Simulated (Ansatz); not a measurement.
## A series in volume scale on Sn4Pd

All results are calculated (Ansatz 0.2.0). Free energy against uniform scaling of the volume at fixed shape and fractions; periodic cell, basis, potentials, k mesh and filling as listed.

The cell before it is scaled or strained (space group Ccce, No. 68):
```
CELL_PARAMETERS angstrom
3.22080 -5.72260 0.00000
3.22080 5.72260 0.00000
0.00000 0.00000 6.38860
ATOMIC_POSITIONS crystal
Sn 0.95792 0.70454 0.83010
Sn 0.04208 0.29546 0.83010
Sn 0.70454 0.95792 0.16990
Sn 0.29546 0.04208 0.16990
Sn 0.54208 0.79546 0.66990
Sn 0.45792 0.20454 0.66990
Sn 0.79546 0.54208 0.33010
Sn 0.20454 0.45792 0.33010
Pd 0.50000 0.50000 0.00000
Pd 0.00000 0.00000 0.50000
```

Settings of every row: functional r2SCAN; dispersion D3(BJ); accuracy low; potentials norm-conserving; wave cutoff 1220 eV; density cutoff 4880 eV; k mesh 5x5x4; k shift 0x0x0; occupations fermi dirac; smearing width 0.02 eV; spin none; SCF threshold exponent -5.

Limits: coarse k mesh, up to 40 meV an atom off; dispersion damping borrowed; loose SCF threshold.

```csv
row,volume scale,V (Å³/atom),energy above lowest point (meV/atom)
1,0.88,20.724,?
2,0.92,21.666,47.1
3,0.96,22.608,11.6
4,1,23.55,0
5,1.04,24.492,7.4
6,1.08,25.434,29.6
7,1.12,26.376,63.4
```

Question: what energy above lowest point should row 1 give?

Worked fit of energy above lowest point. Take u = (V_r/V)^(2/3) − 1 with V_r = 24.021 Å³ an atom, which is twice the finite (Eulerian) strain; such expansions in the strain, on which the Birch-Murnaghan equation of state is built, carry the rest volume and the bulk modulus. The shown rows have u = 0.07121, 0.04124, 0.01329, -0.01286, -0.03739, -0.06045. Least squares give energy above lowest point = 1.64 − 287.58 × u + 12541.9 × u² + 6522 × u³ meV/atom; a parabola predicts inner rows, each left out in turn, worse (root mean square 0.61 against 0.068 meV/atom). All shown rows lie on it to the printed digit. Its lowest point lies at u = 0.0114, or V = 23.62 Å³ an atom, and the curvature there gives the bulk modulus at fixed shape and fractions, B = (4/9)(1 + u)² E″(u)/V = 78.7 GPa. Letting shape and atoms relax would as a rule lower it, by much in layered, chain or molecular crystals. The withheld row has u = 0.10343, so the fit gives 1.64 − 287.58 × (0.10343) + 12541.9 × (0.10343)² + 6522 × (0.10343)³ = 113.3 meV/atom.

The calculation gave 112.8 meV/atom. The fit lies 0.5 meV/atom (0.44 % of the column's range) above it; its largest miss of a shown row is 0.0 meV/atom. This row lies beyond the range of the fit.
